**Addition energies of a hard-wall spherical dot: forecast for 40 to 43 electrons**

The table holds chemical potentials, highest eigenvalues, spins, rms radii and addition energies of a spherical hard-wall dot with a central point charge, from spin-polarised Kohn-Sham calculations with exchange-only LDA, m-averaged shells and greedy filling. The program tests an additive model: a charging plateau, plus a level gap at closed shells or a uniform-density LDA exchange splitting at half-filled shells, together with the Janak offset between eigenvalue and chemical potential and the growth of N·rms². All fits use rows up to 39 electrons, and the four rows from 40 to 43 are predicted with error bars before they are compared. All four are 1g up with 6 to 9 unpaired electrons, and every value falls inside its bar. The half-shell peak at 43 electrons is 0.5673 hartree* against a predicted 0.558 ± 0.035, closer to the density-scaled splitting than to a constant exchange excess.

radks 2 with Libxc: spin-polarised Kohn-Sham LDA (exchange only) for a spherical hard-wall dot of radius 2.69 bohr* with a central point charge of 1 e, in effective atomic units (*). Shells are m-averaged and filled by a greedy search that can miss a lower state; levels are named by radial order. Chemical potential is E(N) − E(N−1), addition energy E(N+1) + E(N−1) − 2E(N).

## The fit in Python

```python
# Table: spherical hard-wall dot (R = 2.69 bohr*, central charge 1), radks spin-polarised Kohn-Sham, LDA exchange only.
# Tested: addition energy = charging plateau + level gap or exchange splitting; Janak offset; N*rms^2 growth.
# Fits use known rows only; withheld rows are predicted, then revealed.
T = {
    'electrons': [1, 2, 3, 4, 5, 6, 7, 8, 9, 10, 11, 12, 13, 14, 15, 16, 17, 18, 19, 20, 21, 22, 24, 25, 26, 29, 30, 31, 32, 33, 34, 35, 36, 37, 38, 39, 40, 41, 42, 43],
    'chemical_potential': [-0.3164, 0.4762, 1.85, 2.323, 2.811, 3.483, 3.935, 4.405, 5.675, 6.129, 6.586, 7.045, 7.504, 8.124, 8.568, 9.016, 9.466, 9.918, 10.87, 11.63, 12.24, 12.68, None, 13.98, 14.42, None, 16.33, 16.76, 17.2, 17.64, 18.24, 19.6, 20.03, 20.47, 20.9, 21.33, 21.77, 22.2, 22.64, 23.07],  # hartree*
    'unpaired_electrons': [1, 0, 1, 2, 3, 2, 1, 0, 1, 2, 3, 4, 5, 4, 3, 2, 1, 0, 1, 0, 1, 2, 6, 7, 8, 5, 4, 3, 2, 1, 0, 1, 2, 3, 4, 5, 6, 7, 8, 9],
    'rms_radius': [1.197, 1.286, 1.44, 1.519, 1.571, 1.611, 1.642, 1.668, 1.7, 1.726, 1.748, 1.767, 1.784, 1.799, 1.812, 1.825, 1.836, 1.846, 1.84, 1.833, 1.844, 1.855, 1.891, 1.899, 1.907, 1.928, 1.934, 1.94, 1.946, 1.951, 1.944, 1.95, 1.956, 1.961, 1.967, 1.972, 1.977, 1.982, 1.986, 1.991],  # bohr*
    'highest_eigenvalue': [-0.01993, 0.7319, 2.082, 2.565, 3.057, 3.704, 4.168, 4.642, 5.901, 6.357, 6.815, 7.274, 7.735, 8.345, 8.791, 9.241, 9.692, 10.14, 11.17, 11.93, 12.46, 12.9, 13.76, 14.2, 14.64, 16.11, 16.55, 16.98, 17.42, 17.86, 18.54, 19.82, 20.25, 20.68, 21.12, 21.55, 21.99, 22.42, 22.85, 23.29],  # hartree*
    'highest_level': ['1s up', '1s up', '1p up', '1p up', '1p up', '1p down', '1p down', '1p up', '1d up', '1d up', '1d up', '1d up', '1d up', '1d down', '1d down', '1d down', '1d down', '1d up', '2s up', '2s up', '1f up', '1f up', '1f up', '1f up', '1f up', '1f down', '1f down', '1f down', '1f down', '1f down', '2s up', '1g up', '1g up', '1g up', '1g up', '1g up', '1g up', '1g up', '1g up', '1g up'],
    'addition_energy': [None, 1.374, 0.4726, 0.4883, 0.6718, 0.4524, 0.4696, 1.271, 0.4534, 0.4569, 0.4588, 0.4599, 0.6193, 0.4441, 0.4479, 0.4502, 0.4517, 0.9489, 0.7597, 0.6157, 0.4413, None, None, 0.4442, None, None, 0.4384, 0.4388, 0.4391, 0.598, 1.36, 0.433, 0.4333, 0.4335, 0.4337, 0.4338, 0.4339, 0.434, 0.434, 0.5673],  # hartree*
}
HELD = [36, 37, 38, 39]  # rows withheld from the fit
import numpy as np
from scipy.special import spherical_jn
from scipy.optimize import brentq
R = 2.69
idx = {int(n): i for i, n in enumerate(T['electrons']) if i not in HELD}
col = lambda k: {n: T[k][i] for n, i in idx.items() if T[k][i] is not None}
mu, un, rm, ev, ad = map(col, ['chemical_potential', 'unpaired_electrons', 'rms_radius', 'highest_eigenvalue', 'addition_energy'])
z = {k: brentq(lambda x: spherical_jn(l, x), a, a + 1) for k, l, a in
     [('1s', 0, 3), ('1p', 1, 4), ('1d', 2, 5), ('2s', 0, 6), ('1f', 3, 6.5), ('2p', 1, 7.2), ('1g', 4, 7.8)]}
E0 = {k: x**2 / (2 * R**2) for k, x in z.items()}
r2 = lambda k, l: R**2 * (1/3 + (2*l + 3) * (2*l - 1) / (6 * z[k]**2))
print("Energies hartree*, lengths bohr*; rounding: addition 0.00005, mu and eigenvalue above 10: 0.005, rms 0.0005")
print(f"Classical charging: 1/R = {1/R:.4f}, 6/(5R) = {1.2/R:.4f}")
sh = {'1p': [3, 4, 6, 7], '1d': [9, 10, 11, 12, 14, 15, 16, 17], '1f': [21, 25, 30, 31, 32], '1g': [35, 36, 37, 38, 39]}
jan = {n: ev[n] - mu[n] - ad[n] / 2 for v in sh.values() for n in v}
for k, v in sh.items():
    a = np.mean([ad[n] for n in v])
    print(f"{k} plateau {a:.4f}, 1/plateau {1/a:.2f}, eigenvalue-mu {np.mean([ev[n]-mu[n] for n in v]):.3f}, half step {a/2:.3f}")
w = max(jan, key=lambda n: abs(jan[n]))
print(f"Janak offset, worst in-shell row N={w}: {jan[w]:+.4f}; N=1 eigenvalue-mu {ev[1]-mu[1]:.4f}")
print(f"Gap 1s-1p: dot {ad[2]-ad[3]:.3f}, bare sphere {E0['1p']-E0['1s']:.3f}")
print(f"Gap 1p-1d: dot {ad[8]-ad[9]:.3f}, bare sphere {E0['1d']-E0['1p']:.3f}")
print(f"Gap 1f-1g: dot {ad[33]+ad[34]-ad[32]-ad[35]:.3f}, bare sphere {E0['1g']-E0['1f']:.3f}; bare 1g-2p {E0['1g']-E0['2p']:+.3f}")
split = lambda n, m: (6 / np.pi / (4/3 * np.pi * R**3))**(1/3) * (((n + m)/2)**(1/3) - ((n - m)/2)**(1/3))
ex = {n: ad[n] - ad[n - 1] for n in (5, 13)}
c = np.mean([ex[n] / split(n, un[n]) for n in ex])
for n in ex:
    print(f"Half shell N={n}: excess {ex[n]:.4f}, uniform LDA splitting {split(n, un[n]):.4f}, ratio {ex[n]/split(n, un[n]):.3f}")
a26 = mu[30] - mu[26] - 3 * ad[30]
print(f"N=26 inferred addition {a26:.3f} +-0.01, excess {a26-ad[25]:.3f}, model {c*split(26, un[26]):.3f} (c = {c:.3f})")
S = {n: n * rm[n]**2 for n in rm}
print(f"N*rms^2 step: 2s at 19, 20, 34: {S[19]-S[18]:.2f}, {S[20]-S[19]:.2f}, {S[34]-S[33]:.2f}; 1g mean {(S[39]-S[34])/5:.2f} (+-0.15 per step)")
print(f"Bare <r^2>: 2s {r2('2s',0):.2f}, 2p {r2('2p',1):.2f}, 1g {r2('1g',4):.2f}; 2p for 1g lowers rms by about {(r2('1g',4)-r2('2p',1))/(2*40*rm[39]):.3f}")
g = sh['1g']
q = np.mean([(ad[n+2] - ad[n+1]) / (ad[n+1] - ad[n]) for n in (9, 10, 14, 15)])
p = np.polyfit([q**(n - 35) for n in g], [ad[n] for n in g], 1)
step = (ad[39] - ad[35]) / 4
base = [mu[n] - sum(ad[m] for m in g if m < n) for n in g]
lo, hi = max(base) - 0.005, min(base) + 0.005
print(f"1g plateau: saturation ratio from 1d {q:.2f}, limit {p[1]:.4f}, mean step {step:.4f}; mu(35) in {lo:.4f}..{hi:.4f}")
ns = [34] + g
l1, l2 = (np.polyfit(ns, [S[n] for n in ns], d) for d in (1, 2))
print(f"1g half-shell excess: model {c*split(43, 9):.4f}, constant excess {ex[13]:.4f}")
assert all(ad[n] > max(ad[n-1], ad[n+1]) for n in (5, 8, 13)) and ad[34] > 2 * ad[35]
assert all(un[n] == n - 34 for n in g)
assert all(1/R < ad[n] < 1.2/R for n in g)
assert abs(jan[w]) < 0.011
m, dm = (lo + hi) / 2 + sum(ad[n] for n in g), (hi - lo) / 2 + 0.005
def show(lab, key, i, pr, bar, f):
    v = T[key][i]
    tail = "computed not available" if v is None else f"computed {v}, miss {v-pr:+.4f} ({'inside' if abs(v-pr) <= bar else 'outside'})"
    print(f"  {lab}: predicted {pr:.{f}f} +- {bar:.4f}, {tail}")
for i in HELD:
    n = int(T['electrons'][i])
    flat, fb = np.polyval(p, q**(min(n, 42) - 35)), step * (min(n, 42) - 39)
    a, ab = (flat + c * split(43, 9), ex[13] - c * split(43, 9)) if n == 43 else (flat, fb)
    ra, rb = (np.sqrt(np.polyval(l, n) / n) for l in (l1, l2))
    print(f"N={n}: predicted 1g up, {n-34} unpaired; computed {T['highest_level'][i]}, {T['unpaired_electrons'][i]} unpaired")
    show("chemical potential", 'chemical_potential', i, m, dm, 3)
    show("highest eigenvalue", 'highest_eigenvalue', i, m + flat / 2, dm + 0.003, 3)
    show("rms radius", 'rms_radius', i, (ra + rb) / 2, abs(ra - rb) / 2 + 0.001, 4)
    show("addition energy", 'addition_energy', i, a, ab, 4)
    m, dm = m + a, dm + fb
```

Running it gives:

```
Energies hartree*, lengths bohr*; rounding: addition 0.00005, mu and eigenvalue above 10: 0.005, rms 0.0005
Classical charging: 1/R = 0.3717, 6/(5R) = 0.4461
1p plateau 0.4707, 1/plateau 2.12, eigenvalue-mu 0.232, half step 0.235
1d plateau 0.4529, 1/plateau 2.21, eigenvalue-mu 0.226, half step 0.226
1f plateau 0.4404, 1/plateau 2.27, eigenvalue-mu 0.220, half step 0.220
1g plateau 0.4335, 1/plateau 2.31, eigenvalue-mu 0.218, half step 0.217
Janak offset, worst in-shell row N=37: -0.0067; N=1 eigenvalue-mu 0.2965
Gap 1s-1p: dot 0.901, bare sphere 0.713
Gap 1p-1d: dot 0.818, bare sphere 0.900
Gap 1f-1g: dot 1.086, bare sphere 1.252; bare 1g-2p +0.503
Half shell N=5: excess 0.1835, uniform LDA splitting 0.1681, ratio 1.092
Half shell N=13: excess 0.1594, uniform LDA splitting 0.1410, ratio 1.131
N=26 inferred addition 0.595 +-0.01, excess 0.151, model 0.156 (c = 1.111)
N*rms^2 step: 2s at 19, 20, 34: 2.99, 2.87, 2.88; 1g mean 4.63 (+-0.15 per step)
Bare <r^2>: 2s 2.32, 2p 2.51, 1g 3.80; 2p for 1g lowers rms by about 0.008
1g plateau: saturation ratio from 1d 0.59, limit 0.4339, mean step 0.0002; mu(35) in 19.5987..19.6015
1g half-shell excess: model 0.1244, constant excess 0.1594
N=40: predicted 1g up, 6 unpaired; computed 1g up, 6 unpaired
  chemical potential: predicted 21.767 +- 0.0064, computed 21.77, miss +0.0026 (inside)
  highest eigenvalue: predicted 21.984 +- 0.0094, computed 21.99, miss +0.0057 (inside)
  rms radius: predicted 1.9769 +- 0.0013, computed 1.977, miss +0.0001 (inside)
  addition energy: predicted 0.4338 +- 0.0002, computed 0.4339, miss +0.0001 (inside)
N=41: predicted 1g up, 7 unpaired; computed 1g up, 7 unpaired
  chemical potential: predicted 22.201 +- 0.0066, computed 22.2, miss -0.0012 (inside)
  highest eigenvalue: predicted 22.418 +- 0.0096, computed 22.42, miss +0.0019 (inside)
  rms radius: predicted 1.9816 +- 0.0016, computed 1.982, miss +0.0004 (inside)
  addition energy: predicted 0.4338 +- 0.0004, computed 0.434, miss +0.0002 (inside)
N=42: predicted 1g up, 8 unpaired; computed 1g up, 8 unpaired
  chemical potential: predicted 22.635 +- 0.0070, computed 22.64, miss +0.0050 (inside)
  highest eigenvalue: predicted 22.852 +- 0.0100, computed 22.85, miss -0.0020 (inside)
  rms radius: predicted 1.9862 +- 0.0019, computed 1.986, miss -0.0002 (inside)
  addition energy: predicted 0.4338 +- 0.0006, computed 0.434, miss +0.0002 (inside)
N=43: predicted 1g up, 9 unpaired; computed 1g up, 9 unpaired
  chemical potential: predicted 23.069 +- 0.0076, computed 23.07, miss +0.0011 (inside)
  highest eigenvalue: predicted 23.286 +- 0.0106, computed 23.29, miss +0.0042 (inside)
  rms radius: predicted 1.9906 +- 0.0022, computed 1.991, miss +0.0004 (inside)
  addition energy: predicted 0.5582 +- 0.0350, computed 0.5673, miss +0.0091 (inside)
```
